## Reading a broadened spectrum: five values to place

A computed absorption curve is a short list of excitation lines, each spread by a chosen line shape. For the closed-shell cation Al₈H₁₁O₁₇⁺, treated by Tamm-Dancoff B3LYP, five singlet lines were each given a Gaussian of half-width $\sigma = 0.25$ eV at $1/e$ height. Five values of the molar absorptivity $\varepsilon$, in L/(mol cm), are to be matched to their photon energies $E$. The other ten rows of the curve are given with their energies: 0 at 4.6 eV, 10 at 4.7 eV, 250 at 5.0 eV, 620 at both 5.2 and 5.3 eV, 520 at 5.4 eV, 530 at 5.5 eV, 830 at 5.6 eV, 2640 at 5.9 eV and 2600 at 6.0 eV.

PySCF 2.14.0, Tamm-Dancoff B3LYP/6-31G(d) with screened density-fitted response, for gas-phase singlet Al₈H₁₁O₁₇⁺ at its GFN2-xTB geometry; core orbitals frozen and virtual orbital cutoff 1.5 Eh in the response. The spectrum sums five singlet excitations, each a Gaussian of 0.25 eV half-width at 1/e height with area set by oscillator strength. Candidates: 5.8, 4.9, 4.8, 5.1, 5.7.

| row | molar absorptivity (L/(mol cm)) |
| --- | --- |
| A | 460.0 |
| B | 100.0 |
| C | 30.0 |
| D | 1460.0 |
| E | 2180.0 |

### One line alone

At the low end the simplest limit applies, in which a single line of centre $E_0$ and height $H$ carries the absorption: $\varepsilon = H\exp[-(E-E_0)^2/\sigma^2]$. For two energies a distance $h$ apart with midpoint $\bar E$, subtracting the exponents gives $\ln(\varepsilon_2/\varepsilon_1) = 2h(E_0-\bar E)/\sigma^2$. The ratio between neighbouring rows is therefore large far out in the tail and shrinks to one at the centre. An exponential edge would keep that ratio constant.

Two rows of known energy fix the line: 250 at 5.0 eV and 620 at 5.2 eV. Centre and height follow directly, and the tail can then be evaluated at a candidate energy that took no part in the fit.

$$E_0 = 5.1 + \frac{0.25^2\,\ln(620/250)}{2(0.2)} = 5.1 + 0.142 = 5.242\ \text{eV}$$

$$H = 250\,e^{(0.242/0.25)^2} = 638, \qquad \varepsilon(4.9\ \text{eV}) = 638\,e^{-(0.342/0.25)^2} = 98$$

This is B to within the rounding of the table, which is to the nearest ten. The same curve gives 28 at 4.8 eV, which is C, and 462 at 5.1 eV, which is A. The shape matters for A, because an exponential edge drawn through the rows at 4.7 and 5.0 eV overshoots it clearly, even when the rounding of the lower row is allowed for.

### Lines closer than their width

D and E exceed the height of the first line, so at least one further line must carry them. Lines closer than $\sigma$ merge, and no sum of such Gaussians can form a peak sharper than a single one. The curve climbs from 830 at 5.6 eV to 2640 at 5.9 eV. With E placed before D it would have to jump, fall by a third and jump again within successive rows, which needs structure sharper than the imposed Gaussian. So D belongs to 5.7 eV and E to 5.8 eV.

All five assignments are sure. The pair with the least absolute margin is B and C: exchanging them raises the rms deviation of the five values from the full line sum below, from 13 to 46. The position of C is safe, but its size is loose, since ±5 on a value of 30 is a sixth of it.

The rows with their labels:

| photon energy (eV) | molar absorptivity (L/(mol cm)) |
| --- | --- |
| 4.600 | 0.0 |
| 4.700 | 10.0 |
| 4.800 | 30.0 |
| 4.900 | 100.0 |
| 5.000 | 250.0 |
| 5.100 | 460.0 |
| 5.200 | 620.0 |
| 5.300 | 620.0 |
| 5.400 | 520.0 |
| 5.500 | 530.0 |
| 5.600 | 830.0 |
| 5.700 | 1460.0 |
| 5.800 | 2180.0 |
| 5.900 | 2640.0 |
| 6.000 | 2600.0 |

### What lies under the curve

The labels confirm the assignment, and the same calculation tells which lines are involved. The oscillator strength $f$ and the transition dipole $\mu$ of a state fix its energy through $f = \tfrac23 E|\mu|^2$ in atomic units, and each line peaks at $64784\,f$. The sum over S1 to S5 has no adjustable constant and matches each row within the propagated rounding, the largest absolute deviation being 22 at 5.7 eV. It repeats the recipe by which the curve was made, so it decodes the spectrum and is no test of the physics; the printed output after the text lists it row by row.

The lowest singlet, S1, lies at 5.24 eV and is mainly HOMO → LUMO. Absorption below that energy is its imposed tail, so an onset read at some threshold of $\varepsilon$ measures $\sigma$ as much as the molecule. By the ratio formula, halving $\sigma$ would make the logarithmic slope at a given energy in the tail four times steeper and pull the onset up towards S1. The dip at 5.4 eV lies between S1 and the rise of S3 and S4, and the nearly dark S2 at 5.63 eV ($f = 0.0017$) is too weak to fill it.

The rise through D and E is mainly S3 and S4 overlapping, not one strong transition, and S5 gains weight towards 6.0 eV. The maximum at 5.9 eV is not established as a band, because only five singlets were sought. A sixth state at the energy of S5 with 11 % of its strength would erase the drop of 40 to the last row. A full copy of S5 would add about 35 % to the last row but only about 10 % to E, so missing states of that kind would change the top of the curve most. The assignment is untouched, since the table itself was built from the five lines.

### Why the lines sit where they do

Each state moves charge by $d$ = 3.3 to 4.2 Å, from orbitals concentrated mostly on three atoms to orbitals spread over others. For one dominant orbital pair, response theory gives $E \approx \Delta - aJ + 2K + \text{kernel term}$. Here $\Delta$ is the orbital gap, $J$ the hole–electron Coulomb integral, $K$ the exchange integral, and $a = 0.2$ the exact-exchange fraction of B3LYP. $K$, the kernel term and $\mu$ depend on the overlap of hole and electron orbitals, so theory expects weak lines when that overlap is small, in keeping with $f$ below 0.02 throughout.

In the far limit the hole and the electron resemble two opposite point charges, with $J = e^2/4\pi\varepsilon_0 d$. For S1 the picture gives a lowering of $0.2J = 0.88$ eV, against the computed $5.901 - 5.240 = 0.66$ eV. The analogy holds when the charge clouds are small compared with $d$; here it overestimates the lowering in each of the five states, plausibly because the clouds are extended and overlap, which changes $J$ and brings in the $2K$ and kernel terms that the picture leaves out. These parts were not computed separately. Fitted to the five states, a lowering proportional to $1/d$ and a constant lowering do equally well, and mixing in S3 and S5 blurs their gaps. The numbers show a lowering of about 0.6 eV but not its dependence on distance.

The far limit also bounds trust in the energy scale. A true charge-transfer energy tends to ionisation energy minus electron affinity minus the full $J$, whereas B3LYP subtracts only $0.2J$ and starts from an orbital gap that is too small: here $-\varepsilon_{\rm HOMO}$, the negative of the HOMO energy, falls 1.92 eV short of the vertical ionisation energy. The missing attraction raises the energy and the small gap lowers it. At large $d$ the gap error wins, which is why such states are known to come out too low without range separation, but the net shift at 3 to 4 Å is untested for this ion, as are the effects of a basis without diffuse functions and of the cut in the virtual orbitals. The positions also belong to one gas-phase conformer whose bonding rearranged in the tight-binding optimisation, so 5.24 eV is not an absorption edge for the drawn structure or for a solution.

Numerical output:

```
peak height per unit f: 64784 L/(mol cm); table rounding +-5
state: E=1.5f/|mu|^2 (+-rounding), peak, leading orbital gap, gap-E, 0.2*e2/d (eV)
S1: 5.240 +-0.006    626  5.901  0.661  0.883
S2: 5.627 +-0.024    112  6.211  0.584  0.682
S3: 5.832 +-0.005    860  6.475  0.644  0.845
S4: 5.919 +-0.004   1278  6.572  0.653  0.796
S5: 6.118 +-0.004   1123  6.717  0.599  0.709
eV, table, sum, table-sum, rounding allowance | S1..S5 parts, L/(mol cm); * hidden
4.6      0     1   -1   5 |    1    0    0    0    0
4.7     10     6   +4   6 |    6    0    0    0    0
4.8*    30    28   +2   7 |   28    0    0    0    0
4.9*   100    99   +1  11 |   99    0    0    0    0
5.0    250   250   -0  16 |  250    0    0    0    0
5.1*   460   460   -0  17 |  459    1    0    0    0
5.2    620   619   +1  12 |  611    6    1    0    0
5.3    620   623   -3  18 |  591   20    9    3    0
5.4    520   525   -5  30 |  415   49   44   17    0
5.5    530   526   +4  37 |  212   87  148   77    2
5.6    830   820  +10  39 |   78  111  365  251   15
5.7*  1460  1438  +22  48 |   21  103  652  593   69
5.8*  2180  2161  +19  45 |    4   69  846 1019  223
5.9   2640  2628  +12  41 |    1   34  798 1270  525
6.0   2600  2607   -7  51 |    0   12  546 1150  899
worst row 5.7 eV: +22 (+1.5 %); rows outside allowance: 0
one Gaussian from 5.0 and 5.2 eV: ln ratio 0.908, centre 5.242 eV, height 638, f 0.0098
exponential edge from 4.7 and 5.0 eV: slope 10.7 per eV
  4.8 eV: table 30, Gaussian 28, exponential 29
  4.9 eV: table 100, Gaussian 98, exponential 85
  5.1 eV: table 460, Gaussian 462, exponential 731
step ratios 4.8>4.9>5.0>5.1>5.2 table: 3.33 2.50 1.84 1.35; Gaussian: 3.50 2.54 1.85 1.34
orderings of hidden values on 4.8 4.9 5.1 5.7 5.8 eV, rms against the sum:
  30 100 460 1460 2180: rms 13
  100 30 460 1460 2180: rms 46
  two largest swapped: rms 457; their difference 720
drop 5.9 to 6.0 eV: 40; erased by an extra state at the S5 energy with f = 0.0019 (11 % of S5)
a copy of S5 would add, 5.6..6.0 eV (%): 1.8 4.7 10.2 19.9 34.6
gap-E = a*e2/d: a 0.160, rms 0.034 eV, residuals -0.044 +0.039 -0.030 +0.018 +0.033
gap-E = constant 0.628 eV: rms 0.031 eV, residuals +0.033 -0.044 +0.016 +0.025 -0.029
HOMO to LUMO+1 gap 6.817 eV, minus mean shift 6.19 eV (guess for a sixth state)
vertical IP minus (-HOMO): 1.92 eV; sum of f 0.0617; S2-S1 0.39, S3-S1 0.59 eV
```
